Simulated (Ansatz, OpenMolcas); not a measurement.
**CH6AlOSi (SMILES [CH3][Al][O][SiH3]): methods side by side**

CH6AlOSi has 10 atoms, charge 0, and is taken as a doublet. SMILES: `[CH3][Al][O][SiH3]`. The shape is that of a PBE0-D4/def2-TZVP optimisation. This is one conformer, not always the lowest.

Each level gives the vertical ionisation energy (to the singlet cation) (eV). The values are calculated.

```tsv
level	kind	program	value (eV)	CPU time (all runs)
UHF/def2-SVP	Hartree–Fock	Ansatz	7.30	6.3 s
USVWN5/def2-SVP	LDA	OpenMolcas	7.31	81 s
UBLYP/def2-SVP	GGA	OpenMolcas	7.13	1.8 min
UTPSS/def2-SVP	meta-GGA	OpenMolcas	7.38	2.3 min
UB3LYP/def2-SVP	global hybrid	Ansatz	7.44	22 s
U-wB97M-V/def2-SVP	range-separated hybrid	Ansatz	7.29	3.7 min
UB2PLYP/def2-SVP	double hybrid	Ansatz	7.31	27 s
UMP2/def2-SVP	perturbation theory	Ansatz	7.23	6.2 s
```

The values span 7.13 to 7.44 eV. CPU times are rough (shared hosts, several kinds of processor and program).

The vertical ionisation energy depends little on the level of theory, with every value between 7.13 and 7.44 eV. This fits the bonding expected for a divalent aluminium radical: the unpaired electron probably sits in an Al-centred orbital of mixed 3s and 3p character, pointing away from the two bonds. Removing it leaves a closed-shell cation with formally trivalent aluminium and breaks no electron pair. The large loss of pair correlation that often makes Hartree–Fock ionisation energies too low is therefore absent, which suggests why UHF (7.30 eV) and UMP2 (7.23 eV) lie so close together.

The density functionals show no steady progression with rung or with exact exchange: UB3LYP lies above UBLYP, but UHF falls between them. The close agreement thus supports a simple one-electron picture of the ionisation rather than a ranking of the methods. The adiabatic value should be lower, since the cation, having lost the electron that favours a bent aluminium centre, would probably relax towards a linear C–Al–O arrangement.
